**3p isotope-shift constants of the 3d atoms: relaxation, 4s¹ dips and mass cancellation**

The table holds field-shift and normal and specific mass-shift constants of the 3p$_{1/2}$ (M2) and 3p$_{3/2}$ (M3) binding energies of Sc to Zn, from first-order Dirac-Fock ground and hole states without relativistic recoil terms. The program fits $F(\text{M3})=aZ^3$ times a Dirac contact factor to the eight 4s² atoms, measures how far Cr and Cu lie from smooth curves for K, L and M holes, and converts the normal constants to binding energies. The one-parameter model holds to 1.1% for the fitted rows, while Cr and Cu lie about a third below it, with nearly the same absolute deficit for L and M holes. The specific constant grows faster with $Z$ than the normal one, so their sum changes sign, between Fe and Co for M2 and only at Zn for M3. Near the M2 crossing the sum is smaller than the $(Z\alpha)^2K$ scale of the omitted recoil terms.

Calculated values. Radial Dirac-Fock and Kohn-Sham solver 3: first-order constants F and K of the M2 and M3 binding energies of neutral atoms from Sc to Zn, from Dirac-Fock ground and hole states with a Fermi nucleus. The shift of a binding energy is F × change of mean square nuclear radius + K × change of 1/M, M being the nuclear mass; relativistic recoil terms are not included.

## Program and output

```python
# Table: field (F) and normal/specific mass (K) constants of 3p1/2 (M2), 3p3/2 (M3) binding energies, Sc-Zn,
# radial Dirac-Fock solver, first order on ground and hole states, no relativistic recoil.
# Tested: F ~ Z^3 x Dirac contact factor (s contraction), 4s1 dips across holes, screening, mass cancellation.
T = {
    'ion': ['Sc', 'Ti', 'V', 'Cr', 'Mn', 'Fe', 'Co', 'Ni', 'Cu', 'Zn'],
    'Z': [21, 22, 23, 24, 25, 26, 27, 28, 29, 30],
    'configuration': ['[Ar] 3d1 4s2', '[Ar] 3d2 4s2', '[Ar] 3d3 4s2', '[Ar] 3d5 4s1', '[Ar] 3d5 4s2', '[Ar] 3d6 4s2', '[Ar] 3d7 4s2', '[Ar] 3d8 4s2', '[Ar] 3d10 4s1', '[Ar] 3d10 4s2'],
    'nuclear_rms_radius': [3.546, 3.592, 3.6, 3.645, 3.706, 3.738, 3.788, 3.776, 3.882, 3.928],  # fm
    'level_field_constant_M2': [0.003145, 0.003608, 0.00415, 0.003125, 0.005448, 0.006209, 0.007049, 0.007978, 0.00594, 0.01008],  # meV/fm²
    'level_normal_mass_constant_M2': [-21.83, -25.03, -28.31, -28.84, -35.2, -38.85, -42.65, -46.6, -47.05, -54.97],  # meV u
    'level_specific_mass_constant_M2': [19.72, 22.34, 25.51, 23.33, 33.34, 38.02, 43.23, 49.02, 49.3, 62.46],  # meV u
    'level_field_constant_M3': [0.003161, 0.003635, 0.004193, 0.00319, 0.005542, 0.006344, 0.007237, 0.008236, 0.006286, 0.01055],  # meV/fm²
    'level_normal_mass_constant_M3': [-21.55, -24.67, -27.85, -28.29, -34.51, -38.01, -41.63, -45.38, -45.64, -53.28],  # meV u
    'level_specific_mass_constant_M3': [18.75, 21.06, 23.86, 21.24, 30.7, 34.74, 39.2, 44.11, 43.35, 55.35],  # meV u
}
import numpy as np
from math import gamma, pi
from scipy.constants import alpha, physical_constants as pc
A = lambda k: np.array(T[k], float)
ion, Z, r = T['ion'], A('Z'), A('nuclear_rms_radius')
F2, N2, S2, F3, N3, S3 = [A('level_%s_constant_%s' % (q, s)) for s in ('M2', 'M3') for q in ('field', 'normal_mass', 'specific_mass')]
m = np.array([2, 2, 2, 1, 2, 2, 2, 2, 1, 2]) == 2  # 4s count; 4s1 rows left out of fits (other configuration)
Eh = pc['Hartree energy in eV'][0]; a0 = pc['Bohr radius'][0]*1e15; me = pc['electron mass in u'][0]
c = Eh*1e3/a0**2  # meV/fm^2 per hartree/bohr^2
# further outputs of the same runs (F, K normal, K specific), typed in
X = {'K': ([-1.32458,-1.62373,-1.97496,-2.38574,-2.85733,-3.40493,-4.03377,-4.75748,-5.57926,-6.51057],
 [-2471.68,-2733.47,-3008.56,-3293.65,-3598.96,-3914.41,-4243.46,-4586.16,-4938.42,-5312.83],
 [865.121,973.618,1088.44,1194.73,1337.13,1471.09,1611.57,1758.62,1895.77,2072.82]),
 'L1': ([-.112104,-.140582,-.174482,-.21636,-.261395,-.316298,-.380072,-.454243,-.542342,-.636859],
 [-280.255,-315.211,-351.958,-386.633,-431.024,-473.411,-517.736,-564.024,-607.611,-662.585],
 [-73.235,-85.7168,-98.7856,-126.122,-126.987,-142.171,-158.092,-174.757,-207.292,-210.341]),
 'L2': ([.015963,.0186153,.0216223,.0231256,.0287206,.0328675,.0374336,.0424809,.0446848,.0539231],
 [-227.833,-259.35,-292.625,-323.908,-364.633,-403.429,-444.122,-486.735,-526.721,-577.808],
 [197.012,225.764,258.577,289.259,337.136,383.379,434.625,491.159,545.927,621.259]),
 'L3': ([.0161197,.0188525,.0219708,.0236257,.0294216,.0338342,.0387459,.0442393,.0470106,.0569643],
 [-225.291,-256.187,-288.734,-319.167,-358.915,-396.587,-435.995,-477.149,-515.48,-564.718],
 [190.273,217.566,248.674,277.518,322.93,366.493,414.646,467.623,518.408,588.98]),
 'M2': (F2, N2, S2), 'M3': (F3, N3, S3)}
FM1 = np.array([-.0132789,-.0173612,-.0222352,np.nan,-.0348443,-.0428788,-.0522661,-.06324,np.nan,-.0904768])  # same runs
za2 = (Z*alpha)**2; g = np.sqrt(1-za2)
rel = np.array([(1+x)/gamma(1+2*x) for x in g])*(2*Z*r*(5/3)**.5/a0)**(2*g-2)  # 1s Dirac factor at nuclear surface
ex = lambda y: np.polyfit(np.log(Z[m]), np.log(abs(y[m])), 1)[0]
def one(f):
    a = np.exp(np.mean(np.log(F3[m]/f[m]))); return a, 100*(F3/(a*f)-1)
a, e1 = one(Z**3*rel); b, e0 = one(Z**3)
D = F3-F2; hyd = 2/9*za2*(F3-FM1); drho = F3/c/(2*pi/3*Z)
print('ion drho(M3)[bohr^-3] rel res%(Z^3 rel) res%(Z^3) F3-F2[1e-6] /hydrogenic p1/2 est | F_K/(-2/3 Z^4 rel)')
for i in range(10):
    print('%s %.2f %.3f %+.1f %+.1f %.0f %.2f | %.3f' % (ion[i], drho[i], rel[i], e1[i], e0[i], D[i]*1e6, D[i]/hyd[i], -X['K'][0][i]/(2/3*Z[i]**4*rel[i]*c)))
print('a=%.4g meV/fm2; 4s2 worst res: Z^3 rel %.1f%% (%s), Z^3 %.1f%%' % (a, max(abs(e1[m])), np.array(ion)[m][np.argmax(abs(e1[m]))], max(abs(e0[m]))))
print('rounding: F <=0.05%; F3-F2 +-1e-6 (Zn +-10e-6); K +-0.005 meV u (0.01 eV)')
print('exponents in Z: F2 %.2f F3 %.2f F3/rel %.2f F3-F2 %.2f hyd est %.2f F_K %.2f' % (ex(F2), ex(F3), ex(F3/rel), ex(D), ex(hyd), ex(np.array(X['K'][0]))))
print('exponents: Kn2 %.2f Ks2 %.2f Kn3 %.2f Ks3 %.2f; Zn/Sc: F2 %.2f Kn2 %.2f Ks2 %.2f' % (ex(N2), ex(S2), ex(N3), ex(S3), F2[9]/F2[0], N2[9]/N2[0], S2[9]/S2[0]))
print('radius effect on F, Co->Ni: %.3f%%; Sc->Zn radius range at Z=30: %.2f%%' % (100*(2*g[7]-2)*np.log(r[7]/r[6]), 100*(2*g[9]-2)*np.log(r[9]/r[0])))
def dip(y):
    y = np.array(y); s = np.sign(y[0])*np.exp(np.polyval(np.polyfit(Z[m]-25, np.log(abs(y[m])), 3), Z-25))
    d = y-s; return d[3], d[8], max(abs(d[m])), d/s
print('value minus cubic log-curve through 4s2 rows: Cr, Cu (max misfit of curve)')
print('hole | F[1e-3 meV/fm2] | binding[eV] | K specific[meV u]')
for k, (f, n, s) in X.items():
    u, v, w = dip(f), dip(n), dip(s)
    print('%s | %+.2f %+.2f (%.2f) | %+.2f %+.2f (%.2f) | %+.1f %+.1f (%.2f)' % (k, u[0]*1e3, u[1]*1e3, u[2]*1e3, -v[0]/me/1e3, -v[1]/me/1e3, v[2]/me/1e3, w[0], w[1], w[2]))
for nm, y in (('F2', F2), ('F3', F3), ('F3-F2', D), ('Kn2', N2), ('Ks2', S2)):
    print('relative dip %s: Cr %+.1f%% Cu %+.1f%%' % (nm, 100*dip(y)[3][3], 100*dip(y)[3][8]))
fs = lambda Za, I: Za**2/(pi*(Za*(Eh/2/I)**.5)**3)  # Fermi-Segre; rough recalled 4s energies 7 eV (atom), 16 eV (ion)
for i, j in ((3, 0), (8, 1)):
    print('%s M3 density deficit %.1f bohr^-3; rough one-4s gain %.0f (order only)' % (ion[i], -dip(F3)[j]/c/(2*pi/3*Z[i]), Z[i]*rel[i]*(fs(2, 16)-fs(1, 7))))
B2, B3 = -N2/me/1e3, -N3/me/1e3; Ze = 3*np.sqrt(B3/(Eh/2)); p = np.polyfit(Z[m], Ze[m], 1)
so = B2-B3; q = np.polyfit(Z[m], so[m]**.25, 1)
print('Zeff(M3) slope %.3f per proton; spin-orbit ~(Z-s)^4, s=%.1f, exponent %.2f' % (p[0], -q[1]/q[0], ex(so)))
print('ion B2[eV] Zeff resB3% SO[eV] res% | sum2 sum3 -Ks2/Kn2 (Za)^2*Ks2 Ks2-Ks3 [meV u] (Ks2/Ks3-1)/(Za)^2')
for i in range(10):
    print('%s %.1f %.2f %+.1f %.2f %+.1f | %+.2f %+.2f %.3f %.2f %.2f %.1f' % (ion[i], B2[i], Ze[i], 100*((Ze[i]/np.polyval(p, Z[i]))**2-1), so[i], 100*(so[i]/np.polyval(q, Z[i])**4-1), N2[i]+S2[i], N3[i]+S3[i], -S2[i]/N2[i], za2[i]*S2[i], S2[i]-S3[i], (S2[i]/S3[i]-1)/za2[i]))
assert all(F2 > 0) and all(D > 0) and all(N2 < N3) and all(N3 < 0) and all(S3 > 0)
assert 2.5 < ex(F3/rel) < 4
assert all(dip(X[k][0])[j] < 0 for k in ('L1', 'L2', 'L3', 'M2', 'M3') for j in (0, 1))
assert ex(S2) > ex(N2)
```

It prints:

```
ion drho(M3)[bohr^-3] rel res%(Z^3 rel) res%(Z^3) F3-F2[1e-6] /hydrogenic p1/2 est | F_K/(-2/3 Z^4 rel)
Sc 7.40 1.160 +1.0 -5.0 16 0.19 | 0.906
Ti 8.12 1.175 -0.3 -5.0 27 0.22 | 0.910
V 8.96 1.192 -0.7 -4.1 43 0.26 | 0.914
Cr 6.53 1.208 -34.5 -35.8 65 nan | 0.919
Mn 10.89 1.226 -0.7 -1.3 94 0.31 | 0.921
Fe 11.99 1.244 -0.4 +0.5 135 0.34 | 0.924
Co 13.17 1.263 -0.1 +2.4 188 0.37 | 0.927
Ni 14.45 1.284 +0.3 +4.5 258 0.39 | 0.930
Cu 10.65 1.304 -32.2 -28.2 346 nan | 0.934
Zn 17.28 1.326 +1.1 +8.8 470 0.44 | 0.936
a=2.914e-07 meV/fm2; 4s2 worst res: Z^3 rel 1.1% (Zn), Z^3 8.8%
rounding: F <=0.05%; F3-F2 +-1e-6 (Zn +-10e-6); K +-0.005 meV u (0.01 eV)
exponents in Z: F2 3.28 F3 3.38 F3/rel 3.01 F3-F2 9.42 hyd est 7.08 F_K 4.46
exponents: Kn2 2.58 Ks2 3.24 Kn3 2.53 Ks3 3.05; Zn/Sc: F2 3.21 Kn2 2.52 Ks2 3.17
radius effect on F, Co->Ni: 0.013%; Sc->Zn radius range at Z=30: -0.50%
value minus cubic log-curve through 4s2 rows: Cr, Cu (max misfit of curve)
hole | F[1e-3 meV/fm2] | binding[eV] | K specific[meV u]
K | -2.24 -3.00 (2.77) | -6.40 -6.54 (0.83) | -14.9 -16.2 (0.31)
L1 | -1.89 -3.34 (0.33) | -7.23 -8.20 (0.28) | -13.5 -15.3 (0.18)
L2 | -1.85 -3.27 (0.01) | -7.03 -7.93 (0.32) | -6.3 -7.6 (0.21)
L3 | -1.85 -3.27 (0.01) | -7.03 -7.94 (0.32) | -6.1 -7.5 (0.21)
M2 | -1.63 -3.05 (0.01) | -5.23 -6.55 (0.09) | -5.8 -6.2 (0.09)
M3 | -1.63 -3.06 (0.01) | -5.21 -6.51 (0.08) | -5.8 -6.2 (0.08)
relative dip F2: Cr -34.3% Cu -33.9%
relative dip F3: Cr -33.9% Cu -32.7%
relative dip F3-F2: Cr +0.1% Cu -0.5%
relative dip Kn2: Cr -9.1% Cu -7.1%
relative dip Ks2: Cr -19.9% Cu -11.2%
Cr M3 density deficit 3.3 bohr^-3; rough one-4s gain 2 (order only)
Cu M3 density deficit 5.2 bohr^-3; rough one-4s gain 3 (order only)
Zeff(M3) slope 0.324 per proton; spin-orbit ~(Z-s)^4, s=5.1, exponent 5.04
ion B2[eV] Zeff resB3% SO[eV] res% | sum2 sum3 -Ks2/Kn2 (Za)^2*Ks2 Ks2-Ks3 [meV u] (Ks2/Ks3-1)/(Za)^2
Sc 39.8 5.10 -1.4 0.51 -0.9 | -2.11 -2.80 0.903 0.46 0.97 2.2
Ti 45.6 5.45 -0.1 0.66 -0.2 | -2.69 -3.61 0.893 0.58 1.28 2.4
V 51.6 5.80 +0.5 0.84 +1.4 | -2.80 -3.99 0.901 0.72 1.65 2.5
Cr 52.6 5.84 -8.4 1.00 -2.4 | -5.51 -7.05 0.809 0.72 2.09 3.2
Mn 64.2 6.45 +0.7 1.26 -0.4 | -1.86 -3.81 0.947 1.11 2.64 2.6
Fe 70.8 6.77 +0.6 1.53 -0.3 | -0.83 -3.27 0.979 1.37 3.28 2.6
Co 77.7 7.09 +0.3 1.86 +0.4 | +0.58 -2.43 1.014 1.68 4.03 2.6
Ni 84.9 7.40 -0.0 2.22 +0.4 | +2.42 -1.27 1.052 2.05 4.91 2.7
Cu 85.8 7.42 -7.7 2.57 -2.1 | +2.25 -2.29 1.048 2.21 5.95 3.1
Zn 100.2 8.02 -0.8 3.08 -0.4 | +7.49 +2.07 1.136 2.99 7.11 2.7
```
